**Question: is the drop in my jj-averaged ionisation energies the half-filled-shell effect?**

I am looking at fourth ionisation energies (3+ → 4+) of some 5p, 4f and 5d ions from Dirac-Hartree-Fock, averaged in two ways.

Ionisation energies (IE, 3+ → 4+) of isolated ions from B-spline radial atomic code 1: Dirac-Coulomb Hartree-Fock at the basis-set limit, Fermi nucleus, ΔSCF with first-order Breit, QED and recoil terms. Energies are averaged over the nl configuration or over the jj configuration that fills j = l − 1/2 first. NIST values run between ground levels.

```csv
species,Z,electrons,configuration,"jj occupations, species → ion","IE, nl average (eV)","IE, low j first (eV)",low j first less nl average (eV),NIST table (eV),kind of table value,stated uncertainty (eV)
Cs3+,55,52,[Kr] 4d10 5s2 5p4,(5p1/2)2 (5p3/2)2 → (5p1/2)2 (5p3/2)1,44.2297,43.6278,-0.60,43,theory,1.7
Ba3+,56,53,[Kr] 4d10 5s2 5p5,(5p1/2)2 (5p3/2)3 → (5p1/2)2 (5p3/2)2,47.0447,46.2927,-0.75,47,semi-empirical,0.3
Ce3+,58,55,[Xe] 4f1,(4f5/2)1 → closed,34.9812,35.1324,0.15,36.906,semi-empirical,0.009
Pr3+,59,56,[Xe] 4f2,(4f5/2)2 → (4f5/2)1,36.0318,36.4350,0.40,38.981,semi-empirical,0.025
Nd3+,60,57,[Xe] 4f3,(4f5/2)3 → (4f5/2)2,36.9537,37.6095,0.66,40.6,semi-empirical,0.04
Pm3+,61,58,[Xe] 4f4,(4f5/2)4 → (4f5/2)3,37.7666,38.6758,0.91,41.17,semi-empirical,0.09
Sm3+,62,59,[Xe] 4f5,(4f5/2)5 → (4f5/2)4,38.4847,39.6486,1.16,41.64,semi-empirical,0.11
Eu3+,63,60,[Xe] 4f6,(4f5/2)6 → (4f5/2)5,39.1187,40.5384,1.42,42.94,semi-empirical,0.11
Gd3+,64,61,[Xe] 4f7,(4f5/2)6 (4f7/2)1 → (4f5/2)6,39.6770,37.8546,-1.82,44.44,semi-empirical,0.08
Tb3+,65,62,[Xe] 4f8,(4f5/2)6 (4f7/2)2 → (4f5/2)6 (4f7/2)1,40.1662,38.5252,-1.64,39.33,semi-empirical,0.04
Dy3+,66,63,[Xe] 4f9,(4f5/2)6 (4f7/2)3 → (4f5/2)6 (4f7/2)2,40.5921,39.1285,-1.46,41.23,semi-empirical,0.08
Ho3+,67,64,[Xe] 4f10,(4f5/2)6 (4f7/2)4 → (4f5/2)6 (4f7/2)3,40.9590,39.6694,-1.29,42.52,semi-empirical,0.08
Er3+,68,65,[Xe] 4f11,(4f5/2)6 (4f7/2)5 → (4f5/2)6 (4f7/2)4,41.2710,40.1526,-1.12,42.42,semi-empirical,0.04
Tm3+,69,66,[Xe] 4f12,(4f5/2)6 (4f7/2)6 → (4f5/2)6 (4f7/2)5,41.5312,40.5816,-0.95,42.41,semi-empirical,0.04
Yb3+,70,67,[Xe] 4f13,(4f5/2)6 (4f7/2)7 → (4f5/2)6 (4f7/2)6,41.7429,40.9598,-0.78,43.61,semi-empirical,0.04
Hf3+,72,69,[Xe] 4f14 5d1,(5d3/2)1 → closed,31.9678,32.2703,0.30,33.37,semi-empirical,0.025
Ta3+,73,70,[Xe] 4f14 5d2,(5d3/2)2 → (5d3/2)1,33.9875,34.4049,0.42,35,theory,1.7
W3+,74,71,[Xe] 4f14 5d3,(5d3/2)3 → (5d3/2)2,36.0044,36.5408,0.54,38.2,semi-empirical,0.4
Re3+,75,72,[Xe] 4f14 5d4,(5d3/2)4 → (5d3/2)3,38.0197,38.6799,0.66,39.1,theory,1.7
Os3+,76,73,[Xe] 4f14 5d5,(5d3/2)4 (5d5/2)1 → (5d3/2)4,40.0357,39.0359,-1.00,41,theory,1.7
Ir3+,77,74,[Xe] 4f14 5d6,(5d3/2)4 (5d5/2)2 → (5d3/2)4 (5d5/2)1,42.0546,41.0764,-0.98,40,theory,1.7
Pt3+,78,75,[Xe] 4f14 5d7,(5d3/2)4 (5d5/2)3 → (5d3/2)4 (5d5/2)2,44.0785,43.1199,-0.96,43,theory,1.7
Au3+,79,76,[Xe] 4f14 5d8,(5d3/2)4 (5d5/2)4 → (5d3/2)4 (5d5/2)3,46.1093,45.1688,-0.94,45,theory,1.7
Hg3+,80,77,[Xe] 4f14 5d9,(5d3/2)4 (5d5/2)5 → (5d3/2)4 (5d5/2)4,48.1487,47.2253,-0.92,48.55,measured,0.15
```

The nl column is smooth. The "low j first" column climbs away from it and then falls by 2.7 eV between Eu and Gd, which looks much like the fall in the NIST values in the middle of the lanthanides. Has the jj average picked up the stability of the half-filled shell? If not, is the fall just the spin-orbit splitting? Which column should I set beside NIST?

**Answer**

Four sizes govern this table. The spin-orbit constant ζ of one open-shell electron is about 0.1 to 0.3 eV in these 4f ions and 0.2 to 0.7 eV in the 5d ions. The exchange part of the repulsion of a pair of electrons differs from its nl average by 0.1 to 0.3 eV in 4f, and by about 0.1 eV or less in 5d, according to the j subshells the two occupy, and this is multiplied by the number of partners. Hund stabilisation moves the 4f reference values by several eV. Breit, QED and recoil terms together add 0.12 to 0.18 eV in the 4f runs (in the jj column they step up by 0.06 eV at Gd) and 0.01 to 0.02 eV in Os and Ir, so they can cause no break of 2 to 5 eV.

IE is the energy of the 4+ ion less that of the 3+ ion, each self-consistent (ΔSCF). Let n be the number of electrons in the open shell of the 3+ ion and l their orbital quantum number. The nl average weights all states of lⁿ equally. The low-j-first average weights only the states of one occupation, in which the 2l places of j = l − ½ fill before the 2l + 2 places of j = l + ½. Neither average is in general a level of the ion. I call the difference, low j first less nl average, D.

### The half-filled shell

This explanation fails on counting alone. A half-filled f shell has n = 7, so its break lies between Gd and Tb; the 4f5/2 subshell is full at n = 6, so a subshell break lies between Eu and Gd. From Eu to Gd the jj column moves by −2.68 eV while NIST rises by 1.50 eV. From Gd to Tb the jj column rises by 0.67 eV while NIST falls by 5.11 eV. In 5d, D changes sign between Re and Os, where 5d3/2 is full, one element before the half-shell position. The jj value still rises a little there (38.68 to 39.04 eV), because the nl value gains about 2.0 eV per element and D drops by only 1.66 eV.

The states differ as well. The jj row for Gd³⁺ is an average over (4f5/2)⁶(4f7/2)¹, whereas the real ground level is nearly pure ⁸S7/2, with seven parallel spins spread over both subshells.

The 2p series is a useful small copy. The familiar dip lies between nitrogen (p³) and oxygen (p⁴), because oxygen's fourth 2p electron has no parallel partner in that shell. A jj filling would put a dip one place earlier, after carbon, where p1/2 is full. Light atoms follow the first pattern because exchange far exceeds ζ, and the heaviest p elements lean to the second. The copy carries over the positions of the two breaks and nothing of their sizes: a pair in p1/2 has no term beyond the spherical repulsion, while a pair in f5/2 has a large one.

### Spin-orbit splitting alone

A low-j electron lies (l + 1)ζ/2 below the centre of gravity and a high-j electron lζ/2 above it. With fixed orbitals this gives D = +2ζ and −1.5ζ for f, and +1.5ζ and −ζ for d. The signs are right in every row, including Cs and Ba, which lose a 5p3/2 electron and have negative D. For Ce and Hf, with one electron outside closed shells, D is essentially spin-orbit energy, and it gives ζ = 0.076 and 0.202 eV.

Beyond those rows the sizes fail. Read row by row, D would require ζ = 0.71 eV at Eu, 1.21 eV at Gd and 0.52 eV at Yb, although ζ of a shell that contracts under a growing nuclear charge has to rise steadily. For Os there is a direct check: the nl run puts 5d3/2 and 5d5/2 at −1.52944 and −1.485524 hartree, a splitting of 2.5ζ that gives ζ = 0.478 eV, where D would need 1.00 eV. A least-squares fit with a smoothly growing ζ, allowed to be larger in the 4+ ion, leaves an rms misfit to D of 0.59 eV in 4f and 0.14 eV in 5d. Spin-orbit coupling alone is therefore refuted for 4f and is a fair first approximation for 5d.

### Spin-orbit plus pair exchange

The average repulsion of two electrons in one shell is F⁰ less an exchange part x, built from the Slater integrals Fᵏ (k = 2, 4, 6) and squared 3j symbols:

- same j: x = (2j+1)/(2j) · Σ (j k j; ½ 0 −½)² Fᵏ
- different j: x = Σ (j k j′; ½ 0 −½)² Fᵏ
- nl average: x = (2l+1)/(4l+1) · Σ (l k l; 0 0 0)² Fᵏ

With F² = 12.82 eV and F⁴ = 8.05 eV from the low-j run of Nd, and F⁶/F² = 0.45 as a rough recalled ratio, x is 0.739 eV for a low-low pair, 0.316 for low-high, 0.619 for high-high and 0.479 for the nl average. The Coulomb operator does not act on spin, and its low multipoles barely tilt an orbit of large l, so they seldom turn a state with spin against l into one with spin along l. The j label thus behaves somewhat like a spin label: the F² coefficient is 0.046 for a low-low pair and 0.005 for a low-high pair. A sum rule ties the values together, since an electron feels a full shell alike whatever its j: 5 × 0.739 + 8 × 0.316 = 6.22, and 13 × 0.479 = 6.23. These formulae give both subshells one radial function. In the runs the two differ a little (at Os F⁰ is 15.62, 15.40 and 15.19 eV for low-low, low-high and high-high pairs); that difference is nearly linear in the occupations, so ζ below absorbs it and is an effective constant.

The shape of D follows. An electron taken from 4f5/2 gives up n − 1 partners, each 0.739 − 0.479 = 0.260 eV more favourable than average, so D climbs at about that rate; the table gives 0.254 eV per element from Ce to Eu. The first 4f7/2 electron has six partners, each 0.163 eV less favourable than average, and D falls. Each later one gains a same-j partner worth 0.140 eV, and D recovers at 0.173 eV per element. The agreement of the slopes is only approximate, because the growth of ζ and the change of the orbitals on ionisation also enter and partly cancel.

In full, E(jj) − E(nl) = ζS(n) + P(n), where S is the sum of ⟨l·s⟩ over the electrons and P is the nl exchange summed over all pairs less the jj exchange summed over all pairs. Then

D = (1 + r)[ζS(n−1) + P(n−1)] − [ζS(n) + P(n)],

where r lets ζ and Fᵏ be larger in the 4+ ion. I fitted this by least squares to the 13 f rows and the 9 d rows separately. √ζ was taken linear in Z from its Ce or Hf value, the Fᵏ linear in Z from their Nd or Os values, and the two slopes and r were free.

Gd, a row inside the fit, works out as follows. The fit gives ζ = 0.185 eV, r = 0.072 and a growth of Fᵏ by 2.4 % per element, a factor 1 + 4 × 0.024 = 1.096 from Nd. The spin-orbit part at fixed orbitals is −1.5 × 0.185 = −0.28 eV, and the pair part is −6 × 0.163 × 1.096 = −1.07 eV. The ion left behind, (4f5/2)⁶, has S = −12 and fifteen pairs, so it lies 12 × 0.185 + 15 × 0.260 × 1.096 = 6.49 eV below its nl average, and 7.2 % more of that is −0.47 eV. The sum is −1.82 eV, as in the table.

The rms misfit to D is 0.014 eV in 4f and 0.010 eV in 5d, small but a hundred times the 0.0001 eV to which the energies are given. With r = 0 it is 0.20 and 0.12 eV, so in 5d neither two-parameter version beats the other clearly and only the full sum fits well. This support is modest: each shell shows two nearly straight segments, about four numbers, against three free constants and one anchor, and the constants trade against each other. The outside checks come out fair. The fitted ζ at Os is 0.415 eV, 13 % below the 0.478 eV from the orbital energies, and at Er it is about 0.28 eV, 20 % below the 0.357 eV from the 4f levels; a level splitting is not quite the same quantity, as it lacks the Breit term and carries the j dependence of F⁰. The total energies put the jj run of Nd³⁺ 1.47 eV below the nl run before Breit terms, where ζS + P gives 1.42 eV. That r stands for contraction of the open shell is a reasonable reading and is untested. Relaxation is certainly present, since the binding of the highest level exceeds the ΔSCF value by 3.61 eV in the Nd run and 0.40 eV in Os (about 0.88 eV if counted from the centre of the 5d levels, which lies one ζ below 5d5/2), but the fitted r is larger in 5d (10.9 %), so its value should not be read closely.

A better test is the drop itself, in which the r term partly cancels, because it has the same sign on both sides; what remains enlarges the drop by one or two tenths of an eV. For Re → Os nothing need be fitted. The Os integrals give x = 0.539, 0.371 and 0.427 eV for low-low, low-high and nl pairs, so the drop is 2.5 × 0.478 + 3 × 0.112 + 4 × 0.056 = 1.20 + 0.56, about 1.75 eV against 1.66 eV in the table, an overshoot that the remainder of the r term would widen. For Eu → Gd the pair part is 5 × 0.260 + 6 × 0.163 = 2.28 eV with the Nd integrals, or 2.50 eV with the factor 1.096, and the fitted ζ adds 3.5 × 0.185 = 0.65 eV, against 3.24 eV. Within this model about two thirds of the 5d drop is spin-orbit energy and about three quarters of the 4f drop is pair exchange.

The scheme predicts neighbours. For f¹⁴ → f¹³ both S and P vanish at the closed shell and P vanishes for one hole, so D is pure spin-orbit again, −1.5ζ of the ion; one more step along the Gd–Yb line suggests about −0.6 eV for Lu³⁺. In lighter d shells the sign change stays after n = 4 and the spin-orbit share of the drop shrinks.

### What moves the NIST values

Both averages lack the preference for parallel spins. In the f-shell average a given partner is parallel with probability 6/13. In the Hund state the electron removed has n − 1 parallel partners up to n = 7, an excess of (7/13)(n − 1), which is 3.23 at Gd. At Tb it has none where the average counts 7 × 6/13 = 3.23. NIST less nl goes from +4.76 eV at Gd to −0.84 eV at Tb, and 5.60/6.46 gives 0.87 eV per parallel pair. The rise before the break should then be 0.87 × 7/13 = 0.47 eV per element, and Ce to Gd gives (4.76 − 1.92)/6 = 0.47 eV. In these three rows the parallel-spin set at each end is empty, full or one electron from either, so the orbital quantum number L adds nothing.

For the other rows L matters. I computed the Slater-Condon energy of the determinant with highest spin and highest L below the configuration average, with the Nd integrals, and fitted NIST less nl over the 13 f rows by linear least squares as a constant plus a multiple of the change in that energy. The constant is 2.22 eV, the multiple 0.74 and the rms misfit 0.29 eV, and the humps at Nd and Ho are largely taken up. A constant plus a multiple of D leaves 1.25 eV, little better than the 1.50 eV of a constant alone. The misfit still exceeds the NIST uncertainties, at most 0.11 eV here, and reaches +0.59 eV at Tb and −0.62 eV at Yb (model less data). Spin-orbit stabilisation of the ground levels is outside this model, and by Landé counting it would push both rows the wrong way. Larger integrals are no cure, since they would raise the model at Gd, which already fits, about as much as they lower it at Tb. A constant that grows along the series is a likelier cause, because apart from Tb the misfits drift from positive in the first rows to negative in the last. I have not fitted this.

The constant is of the kind that electron correlation supplies, since the 3+ ion has more correlated pairs than the 4+ ion. Ce and Hf isolate it best: both ends of their jj rows are single levels, and the calculation still lies 1.77 and 1.10 eV below NIST. That correlation is the main cause is standard theory, which a Hartree-Fock table cannot itself show.

### Which column to compare

Neither column is the better one throughout. In 4f the rms error against NIST is 2.68 eV for nl and 2.86 eV for jj. The jj value is closer from Ce to Eu and marginally at Tb, and worse at Gd, by 6.59 against 4.76 eV, and from Dy to Yb. The nl column is the easier base for a term correction, because its reference state is defined the same way in every row, while the chosen jj occupation need not even be the lowest one. In 5d only Hf, W and Hg have values that are not theory; jj is closer for Hf and W and nl for Hg. The other entries, and Cs, carry ±1.7 eV, so they cannot rank the columns, and the apparent fall from 41 to 40 eV between Os and Ir, though it sits where Hund counting puts it, is not established.
